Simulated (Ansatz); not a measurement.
# Computed against measured: atomisation enthalpy at 298 K

6 molecules holding an element from Na to Cl; the atomisation enthalpy at 298 K in kJ/mol, computed less measured. Shapes, held fixed at every level: PBE0-D4/def2-TZVP. Flexible molecules stand in one conformer, not always the lowest. Thermal terms are harmonic and unscaled (PBE0-D4/def2-TZVP); the spin-orbit lowering of the free atoms is taken from their spectra. Programs: Ansatz 0.2.0. Measured values: Active Thermochemical Tables, CRC Handbook of Chemistry and Physics, NIST-JANAF tables.

Levels: A = HF/def2-SVP; B = SPW92/def2-TZVPP; C = wB97M-V/def2-TZVPP; D = B2PLYP/def2-TZVPP.

```json
{"molecule": "CH2ClF (SMILES FCCl)", "from tabulated heats": "1617", "A": "-495", "B": "+298", "C": "+6", "D": "-22"}
{"molecule": "CH3Cl (chloromethane)", "from tabulated heats": "1575", "A": "-416", "B": "+213", "C": "+2", "D": "-21"}
{"molecule": "PF5 (pentafluorophosphorane)", "from tabulated heats": "2308", "A": "-979", "B": "+509", "C": "-7", "D": "-61"}
{"molecule": "SiH3(SiH3) (disilane)", "from tabulated heats": "2128", "A": "-499", "B": "+205", "C": "+16", "D": "-14"}
{"molecule": "C2H6S (dimethyl sulfide)", "from tabulated heats": "3056", "A": "-811", "B": "+423", "C": "+13", "D": "-36"}
{"molecule": "C3H5Cl3 (1,2,3-trichloropropane)", "from tabulated heats": "3787", "A": "-1070", "B": "+632", "C": "+14", "D": "-69"}
```

(1) Sum up the errors.

Results:

(1) 
```tsv
level	kind	mean error	mean absolute error	worst case
HF/def2-SVP	Hartree–Fock	-711.7	711.7	C3H5Cl3
SPW92/def2-TZVPP	LDA	+380.0	380.0	C3H5Cl3
wB97M-V/def2-TZVPP	range-separated hybrid	+7.3	9.7	SiH3(SiH3)
B2PLYP/def2-TZVPP	double hybrid	-37.2	37.2	C3H5Cl3
```

On this set wB97M-V/def2-TZVPP has the smallest mean absolute error and HF/def2-SVP the largest. HF/def2-SVP is too low in 6 of 6; SPW92/def2-TZVPP is too high in 6 of 6; wB97M-V/def2-TZVPP is too high in 5 of 6; B2PLYP/def2-TZVPP is too low in 6 of 6. The heats of PF5, C3H5Cl3 come from older tables and can be uncertain by 10 kJ/mol or more. Heats of the atoms come from ATcT where it has them. The levels differ in basis as well as in method. The tabulated value of SiH3(SiH3) is in doubt (older tables, estimates, or at odds with other calculations) and kept here. Over the 5 molecules whose values aren't doubted the mean absolute errors are A 754.2; B 415.0; C 8.4; D 41.8. For HF/def2-SVP the error tends to grow with the atomisation enthalpy. Hartree–Fock lacks correlation and underbinds. The set is small.

The Hartree–Fock and LDA errors follow the kind of bond broken as well as the total binding. CH2ClF and CH3Cl have similar atomisation enthalpies, yet replacing one hydrogen by fluorine takes the Hartree–Fock error from -416 to -495 and the LDA error from +213 to +298. PF5 is bound less strongly than dimethyl sulfide but has the larger error at both levels. Fluorine brings a compact, lone-pair-rich valence shell, where forming a bond adds much correlation energy that Hartree–Fock omits; the small basis, short of polarisation functions for the P–F bonds, may add to the deficit. LDA errs the other way because a uniform-gas description penalises the strongly inhomogeneous free atoms more than the molecules.

B2PLYP's consistent underbinding probably owes something to its perturbative correlation, which converges slowly with basis size, so these errors needn't be its limit. The lead of wB97M-V over B2PLYP is clear for these molecules, but its one negative error, for PF5, is too small to show a reversal for hypervalent phosphorus.
